**Q.** I was given a scan of a phosphorus cell with one atom, stretched and squashed along one axis at fixed volume in LDA without spin. A crystal deformed away from its starting shape should climb out of a well. Here the energy rises slightly at an axial ratio of 0.96 and then falls on both sides. What am I looking at?

Tetragonal deformation at fixed volume of a one-atom P cell (P4/mmm, unrelaxed start with a = 4.273, c = 4.378 Å), run in Ansatz 0.2.0 with plane-wave PAW, scalar-relativistic LDA without spin polarisation, a 420 eV cutoff, a 12×12×12 k mesh and 0.15 eV Gaussian smearing. Energies are free energies relative to the starting cell, and pressure is positive in compression.

| axial ratio (over its starting value) | energy change (meV/atom) | pressure (GPa) |
| --- | --- | --- |
| 0.85 | -55.1 | -4.13 |
| 0.92 | -8.4 | -4.11 |
| 0.96 | 0.9 | -4.11 |
| 1.0 | 0.0 | -4.11 |
| 1.1 | -40.4 | -4.14 |
| 1.2 | -126.6 | -4.23 |

**A.** At this spacing the cell is no known form of phosphorus. It gives each atom 79.93 Å³ and neighbours at 4.27 Å, where black phosphorus has roughly 19 Å³ and 2.2 Å as recalled values. The negative pressure in every row says that the cell is under tension and would shrink if it were let go. The scan is therefore a probe of very long P–P contacts, and nothing obliges its starting shape to be a minimum.

The axial ratio $x$ is $c/a$ divided by its starting value, and fixed volume means $c = c_0x^{2/3}$ and $a = a_0x^{-1/3}$. At small $x$ each atom draws two neighbours close along the axis, and the cell tends towards separate chains. At large $x$ four neighbours come close in the plane, and it tends towards square layers. Between these limits lies the one shape in which all six neighbours are equally far away, the simple cubic lattice, at $x = a_0/c_0 = 4.273/4.378 = 0.976$.

**Q.** The simplest reading is that the start is the top of an inverted parabola and that the 0.9 meV at 0.96 is numerical noise. Why should I believe anything else?

**A.** That reading is tempting because the energies are counted from the start, but symmetry puts the stationary point elsewhere. Take $s = \ln(c/a)$, so that the logarithmic strains are $-s/3$, $-s/3$ and $2s/3$. In the cubic cell the three diagonal stresses are equal, and a strain whose components sum to zero does no work against equal stresses. The energy is then flat at $s=0$ whatever the bonding, while the start sits at $s = 0.0243$ and has no such protection.

The energies decide between the two centres. A parabola in logarithmic strain with the curvature as its only parameter, fitted by least squares to all six rows, misses the table by 16.5 meV rms when it is centred on the start. The same parabola centred on the cubic cell misses by 0.4 meV rms. When the centre is left free in the fit, it lands at a ratio of 0.9759, which is the cubic cell.

The stresses of the same calculation give the slope directly. With $P_{zz}$ along the axis and $P_{xx}$ across it, both positive in compression, and $V$ the cell volume,

$$\frac{dE}{ds} = -\tfrac23 V\,(P_{zz}-P_{xx}).$$

The difference $P_{zz}-P_{xx}$ is $-0.287$ GPa at ratio 0.96 and $+0.424$ GPa at the start. The slope therefore changes sign between these two rows, and the start already lies on the downhill side towards layers.

Write $E = E_{\rm cubic} + \tfrac12Ks^2$ near the top. The change of slope between those two rows, divided by their difference in $s$, gives $K = -5794$ meV without the use of any energy. Row 0.96 then lies above the start by

$$\tfrac12(-5794\ \text{meV})\,(0.0165^2 - 0.0243^2) = +0.92\ \text{meV}.$$

This is the 0.9 meV of the table, and it means only that the row is nearer to cubic than the start is. Energy and stress come from one functional, so their agreement tests the numerical consistency of the run and says nothing about whether LDA is right.

**Q.** So the cubic cell is a maximum along this path. The energy falls more than twice as far towards layers as towards chains. Does the lattice prefer layers?

**A.** Within the scanned range the numbers show almost no preference. Row 1.2 simply lies further from the top, at $s = 0.2066$ against $-0.1382$ for row 0.85, and the squares of these stand as 2.23 to 1. A nearly even parabola must then fall about that much further on the layer side.

A spline through the stress slopes, integrated from the start, puts the top 1.7 meV above it. The drops from the top are thus $126.6+1.7 = 128.3$ and $55.1+1.7 = 56.8$ meV, in a ratio of 2.26, close to that of the squared strains. Neither side reaches a minimum, so the scan does not say which limit wins in the end.

**Q.** Then what makes the curvature negative? The cell is pulled at about 4 GPa. I would have said that the tension drives it: a lattice that wants to shrink brings some neighbours closer by any route it has.

**A.** This is the second tempting reading, and a limiting case tests it. The volume is fixed, so the mean pressure does no work along the path. Tension can still act through the geometry, and a bond picture shows how. Each atom shares six bonds and so owns three, two across the axis and one along it, which gives $E = 2\phi(a)+\phi(c)$ for a bond energy $\phi(r)$.

Expand each bond in its logarithmic strain $\epsilon$ about the cubic edge $r$. The first derivative of $\phi(re^{\epsilon})$ is $r\phi'$ and the second is $r\phi'+r^2\phi''$. The strains sum to zero and their squares sum to $\tfrac23s^2$, while a uniform dilation gives the pressure, so that

$$K = \tfrac23\left(r\phi' + r^2\phi''\right), \qquad r\phi' = -PV .$$

Take the limit of pure tension, a bond that pulls with the same force at every length, so that $\phi''=0$. Its energy is the force times the summed length $2a+c$, and three lengths with a fixed product have their smallest sum when they are equal. The sum grows from 12.924 Å at the start to 12.986 Å at ratio 1.2. A bond of constant pull would thus make the cubic cell a minimum, as a net of taut strings resists being distorted.

The size follows from the pressure. Interpolated to the cubic cell it is $-4.109$ GPa, and one GPa times this volume is 498.9 meV, so $r\phi' = 2050$ meV. Tension then adds $\tfrac23\times 2050 = +1367$ meV to $K$. Its sign is opposite to that of the computed curvature, so within the bond picture tension opposes the fall.

**Q.** If tension resists, something larger has to overcome it. What is left?

**A.** The change of the pull with length is left. A bond has two regimes. Near its equilibrium length $\phi'=0$ and $\phi''>0$, it acts as a spring, and $K$ is positive. Beyond the inflection point, where the pull is greatest, further stretching weakens the pull and $\phi''<0$; a bond that shortens then gains more than a bond that lengthens by as much loses, and unequal lengths pay once this gain outweighs the tension.

The two terms add, and subtracting the tension part from $K$ leaves $-7160$ meV for the concavity, or $r^2\phi'' = -10741$ meV. That is about five times the tension term in size, so the concavity wins easily. This split is read from $K$ and $P$ through the model, which leaves out any energy that depends on volume alone, and is no independent proof of it. The axial stress of the same runs supports it in plain sight, since the pull weakens from row to row as the axis lengthens, from $-5.83$ GPa at the shortest $c$ to $-1.68$ GPa at the longest.

Theory gives a reason for such a bond in phosphorus. The 3s pair lies deep, and three electrons remain for three 3p orbitals, each pointing along one axis of the cube. If each orbital overlaps mainly end-on with its two neighbours, it forms a half-filled chain band $-2t\cos k$, with $t$ the hopping energy and $k$ the phase from atom to atom. Filling the lower half with both spins gives $-4|t|/\pi$ per atom for each chain, an attraction that follows the overlap of the orbital tails and dies away roughly exponentially, while the repulsion of the cores has largely gone at about twice the normal bond length. Odd electron counting also makes the cell a metal, in line with the zero gap on the mesh in every row, but the chain bands themselves are argued here and were not extracted from the runs.

**Q.** Can that picture predict the ends of the scan, or does it only restate the curvature?

**A.** It can be made to predict. Take $\phi(r) = -A\,e^{-(r-r_0)/\lambda}$ with $r_0 = 4.308$ Å the cubic edge. Then $r^2\phi''/r\phi' = -r_0/\lambda$ and $K = \tfrac23 r\phi'(1-r_0/\lambda)$, so the cubic cell is unstable along this path whenever the decay length is shorter than the bond. The pressure and the curvature at the cubic cell fix both constants, with no energy entering:

$$\lambda = 4.308\times\frac{2050}{10741} = 0.822\ \text{Å}, \qquad A = \frac{2050\times0.822}{4.308} = 391\ \text{meV}.$$

Row 1.2 played no part in this and serves as the test. Its bonds across the axis shorten from 4.273 to 4.021 Å, and its bond along the axis lengthens from 4.378 to 4.944 Å. The bond energies change by

$$\Delta\phi_a = -391\left(e^{0.287/0.822}-e^{0.035/0.822}\right) \approx -146\ \text{meV},$$

$$\Delta\phi_c = -391\left(e^{-0.636/0.822}-e^{-0.070/0.822}\right) \approx +179\ \text{meV}.$$

Two gains and one loss leave about $-114$ meV, against $-126.6$ meV in the table. The model lies 12.6 meV too high there, a tenth of the computed fall and its worst row. On the chain side it does much better and lies 1.2 meV below the table at the end of the scan. It thus gets the sign and most of the size, but it tilts the curve towards chains where the calculation stays nearly even.

**Q.** A miss of a tenth on one side suggests that the constants are merely ill-chosen. Why not fit them to the energies?

**A.** That works for the energies and fails for the pressure. A least-squares fit of $A$ and $\lambda$ to the six energies leaves 0.3 meV rms. The same constants give a pressure of $-13.28$ GPa at the start, about three times the $-4.11$ GPa of the table. A deeper and slower tail trades against a shallower and faster one in the energy, so the energies alone are a poor guide to these constants, and a single exponential bond does not carry both columns. An energy that depends on volume alone could make up the pressure, but a scan at fixed volume cannot see it.

The stresses locate the miss of the unfitted version at ratio 1.2. Each model stress is $\phi(r)\,r/\lambda V$, and the bond energies in that row are $-555$ meV across and $-180$ meV along the axis. This gives

$$P_{xx} = \frac{-555\times4.021}{0.822\times498.9} = -5.44\ \text{GPa}, \qquad P_{zz} = \frac{-180\times4.944}{0.822\times498.9} \approx -2.2\ \text{GPa}.$$

The calculation has $-5.50$ GPa across, in good agreement, and $-1.68$ GPa along the axis. The long contact between layers lets go faster than the exponential allows, so opening the layers costs less than the model charges.

The simplest reason is a tail that steepens with length. All twelve stresses, across and along the axis, follow one straight line in $\ln r$ to 0.042 GPa rms, so a bond's own length is enough to account for most of its pull. Beyond 4.511 Å only axial bonds are seen, and an effect of the surroundings is not excluded there. Where both kinds of bond occur, one comparison shows how small that effect is. A chain bond of 4.141 Å pulls with $-4.802$ GPa and a layer bond of 4.139 Å with $-4.855$ GPa, so the surroundings change the pull by about one part in a hundred there, and the k mesh of this metal was not varied to see whether so small a difference survives.

**Q.** How much of this belongs to the settings? A metal with a wide smearing and no spin makes me uneasy.

**A.** The smearing is a small additive part. The tabulated values are free energies, and the same runs extrapolated to zero width give $-51.4$ and $-122.4$ meV at the two ends. The smearing term supplies 6.6 % and 3.3 % of the tabulated fall there, and the shape of the curve survives without it.

Spin is the serious limit, and the far limit of the lattice shows why. Pulled apart completely, the cell must become free P atoms with three unpaired 3p electrons each, and a run without spin cannot reach that state. At these spacings a polarised state may well lie lower; it was not run, and my guess is that local moments would weaken the attraction and flatten the curve. Parallel moments could even turn the maximum into a minimum, since full bands of one spin no longer bond and leave a repulsion. The position of the stationary point is safe against this as long as the state keeps cubic symmetry, whereas the curvature and the pressure belong to the unpolarised state, computed in LDA on PAW datasets made for PBE.

**Q.** What would I expect if the same lattice were scanned at another volume, and is the cubic cell at least stable in other respects?

**A.** In the bond picture the sign of $r\phi'+r^2\phi''$ settles the first question. Here it is negative, and $K = \tfrac43VC'$ turns it into a tetragonal shear constant $C' = -8.7$ GPa for logarithmic strain at this volume. A larger cell would keep the maximum at cubic and flatten it as the overlap dies away. In a cell shrunk towards the equilibrium length of the bond the concavity would fade until tension outweighs it, and the maximum along this path would turn into a minimum even before the inflection point is reached; this is argued from the model and was not computed.

Stability in other respects does not follow even then. Half-filled chain bands lower their energy by alternating short and long bonds, the pairing distortion that takes simple cubic group-15 lattices to three near and three far neighbours. A cell with one atom cannot alternate, and its forces vanish by symmetry whatever the state of the bonds. Changing $c/a$ is the way left to it, along this path, of making its bonds unequal.
